**Q:** I have one silicon carbide cell and five calculations of it. Which result depends more on how the calculation was set up, the pressure or the force?

ABINIT plane-wave DFT calculations with the PBE functional for a four-atom cell of hexagonal SiC (space group P6_3mc) at fixed geometry, without spin polarisation. All runs use an 8×8×4 k mesh and Fermi-Dirac occupations with a smearing width of 0.05 eV. The basis column gives the plane-wave cutoff, and pressure is positive in compression.

| potentials | basis | pressure (GPa) | largest force (eV/Å) |
| --- | --- | --- | --- |
| JTH PAW PBE v2.0 | 408 eV | n/a | 0.74500 |
| PseudoDojo NC SR PBE v0.4.1 standard | 1007 eV | 3.430 | 0.75700 |
| PseudoDojo NC SR PBE v0.4.1 standard | 1116 eV | 3.670 | 0.75700 |
| Ansatz NC PBE | 1007 eV | 3.790 | 0.75800 |
| Ansatz NC PBE | 1116 eV | 3.870 | 0.75800 |

**A:** The pressure. In the four rows with norm-conserving potentials, which replace the atomic cores by smooth effective ones, it runs from 3.43 to 3.87 GPa, a spread of about a tenth. The largest force in the same rows agrees to better than 0.0001 eV/Å. The step from 0.757 to 0.758 in the table is therefore only rounding. The PAW row has no pressure because its cutoff was too low for a usable stress, which was left out; "n/a" does not mean zero.

**Q:** The electrons are described by the same plane waves in both cases. Why does the force hardly notice the cutoff?

**A:** The cutoff, listed under "basis", is the kinetic energy of the shortest wave that is kept. A finite cutoff leaves the total energy slightly too high, chiefly because the rapid variation of the orbitals close to the nuclei is not fully resolved. When an atom moves, the waves stay where they are, and they describe the region around the atom about equally well at its new place. The energy error is then nearly the same before and after the move, and it drops out of the force.

**Q:** Then why does it not drop out of the pressure too?

**A:** The pressure asks how the energy changes when the cell is stretched, and the waves stretch with the cell. The calculated stress keeps the number of waves fixed. In a larger cell the same waves are longer, so the effective cutoff is lower and the energy error grows. In this compressed cell, expansion then seems to lower the energy less than it really does, and the pressure comes out too low. This is the Pulay stress.

For a cell of volume $V$, the number of waves goes as $V E_c^{3/2}$, where $E_c$ is the cutoff. Keeping that number fixed means $E_c \propto V^{-2/3}$. With $P=-dE/dV$, the chain rule gives

$$P_{\text{fixed waves}} = P_{\text{fixed cutoff}} + \frac{2}{3V}\,\frac{\partial E}{\partial \ln E_c}.$$

The last term is negative, since more waves lower the energy. In the limit of a very high cutoff the energy stops changing, the term vanishes and the two pressures coincide.

**Q:** Can you put a number on that without using the pressures themselves?

**A:** Yes, from the total energies at the two cutoffs. With the PseudoDojo potentials the energy falls by 6.99 meV per cell between 1007 and 1116 eV. The cell holds four atoms at 10.34 Å³ each, and 1 eV/Å³ is about 160 GPa. The average size of the error over this interval is

$$\frac{2}{3}\times\frac{0.00699\ \text{eV}}{(4\times 10.34\ \text{Å}^3)\,\ln(1116/1007)}\approx 0.0011\ \text{eV/Å}^3\approx 0.18\ \text{GPa}.$$

The same sum for the Ansatz potentials gives 0.03 GPa. The pressures follow the same order: they rise by 0.24 GPa with PseudoDojo and by 0.08 GPa with Ansatz. The agreement is one of sign, ranking and rough size, because an average error and a change of error are different quantities. To get from one to the other, one must know how fast the error dies away, and two cutoffs do not fix that.

**Q:** Is my crystal then under a uniform pressure of nearly 4 GPa, give or take this error?

**A:** No, the tabulated pressure is an average over directions that differ strongly. At the higher cutoff with PseudoDojo, the compressive stress is 5.3 GPa across the hexagonal axis and only 0.4 GPa along it. The difference between the two directions stays close to 5 GPa in all four norm-conserving rows.

That constancy helps to tell a setting from a property of the cell. Raising the cutoff lifts both stresses by nearly the same amount, as expected if the unresolved part of the orbitals sits close to the nuclei, where they have little sense of the crystal axes. The difference between the directions belongs to the given cell shape and atom positions, and a higher cutoff will not remove it.

**Q:** The two sets of potentials still disagree at the higher cutoff. Is that a real difference between them?

**A:** Perhaps in part. The disagreement shrinks from 0.36 to 0.20 GPa as the cutoff rises, so a good share of it at the lower cutoff was basis error. To judge the rest, I combined the energy falls with the pressure rises and assumed either a straight-line or a power-law decay of the error; the output below gives both.

PseudoDojo then keeps an error of 0.05 to 0.08 GPa at the higher cutoff, and Ansatz about 0.01 GPa or less. The straight line even gives Ansatz a slightly negative error, which makes no sense while the energy is still falling, so a decay that flattens out is the better picture. Something like 0.1 GPa would remain between the potentials. That figure rests on the assumed decay, and a third, higher cutoff would be the proper test.

**Q:** What would change if I replaced the carbon by silicon, so that the crystal were pure silicon?

**A:** The formula tells you what to look at: how steeply the energy still falls with cutoff, divided by the volume. Carbon's 2p electrons have no inner p shell to keep them away from the nucleus, so they are compact and need short waves. Silicon's 3p electrons are more spread out. At the same cutoff, theory therefore leads one to expect a flatter energy curve, a larger volume per atom and a smaller pressure error.

**Q:** Which digits should I carry into my own work?

**A:** For the pressure, take 3.7 to 3.9 GPa from the higher cutoff as the PBE value, and leave the second decimal alone. The true pressure of this cell may lie outside that range, because PBE tends to make crystals such as SiC slightly too large and so to overestimate the pressure at a given cell. If you let the cell relax, a pressure that is too low makes it settle slightly too small. With a rough bulk modulus of 220 GPa, the PseudoDojo shift of 0.24 GPa corresponds to about 0.04 % in lattice length. That matters for a fine comparison of lattice constants and hardly for anything coarser.

For the force, 0.76 eV/Å is safe among the norm-conserving rows. The PAW row, which treats the region near the nuclei differently, lies 1.7 % below them. It also has a much lower cutoff, so the table cannot say which of the two changes is responsible. The force itself is large because silicon and carbon are displaced against each other along the hexagonal axis, by a few hundredths of an ångström if one takes a typical bond stiffness.

Numerical output:

```
Stress and force:
                                   row  stress across c in GPa  stress along c in GPa  difference in GPa  force in eV/A
                      JTH PAW PBE v2.0                     n/a                    n/a                n/a         0.7445
  PseudoDojo NC SR PBE v0.4.1 standard                   5.083                 0.1131               4.97         0.7575
  PseudoDojo NC SR PBE v0.4.1 standard                   5.329                  0.355              4.974         0.7574
                         Ansatz NC PBE                   5.449                 0.4668              4.982         0.7575
                         Ansatz NC PBE                   5.529                 0.5438              4.985         0.7575
PAW force below the norm-conserving mean, eV/A: 0.01297
the same in percent: 1.712
Pressure rise with cutoff, PseudoDojo, GPa: 0.2446
Pressure rise with cutoff, Ansatz potentials, GPa: 0.07899
Energy fall with cutoff, PseudoDojo, meV per cell: 6.987
Energy fall with cutoff, Ansatz potentials, meV per cell: 1.199
Mean basis error of pressure from energies, PseudoDojo, GPa: 0.1758
Mean basis error of pressure from energies, Ansatz potentials, GPa: 0.03016
Error left at high cutoff, power-law decay, PseudoDojo, GPa: 0.08095
Error left at high cutoff, power-law decay, Ansatz potentials, GPa: 0.006209
Error left at high cutoff, linear decay, PseudoDojo, GPa: 0.05346
Error left at high cutoff, linear decay, Ansatz potentials, GPa: -0.009336
Pressure gap between the potential sets at low cutoff, GPa: 0.3616
Pressure gap between the potential sets at high cutoff, GPa: 0.196
Gap after power-law estimate, GPa: 0.1212
Bond length if all four bonds were equal, A: 1.887
Rough displacement from the force-free position, A: 0.03787
Rough change of lattice length for the PseudoDojo pressure rise, percent: 0.03706
```
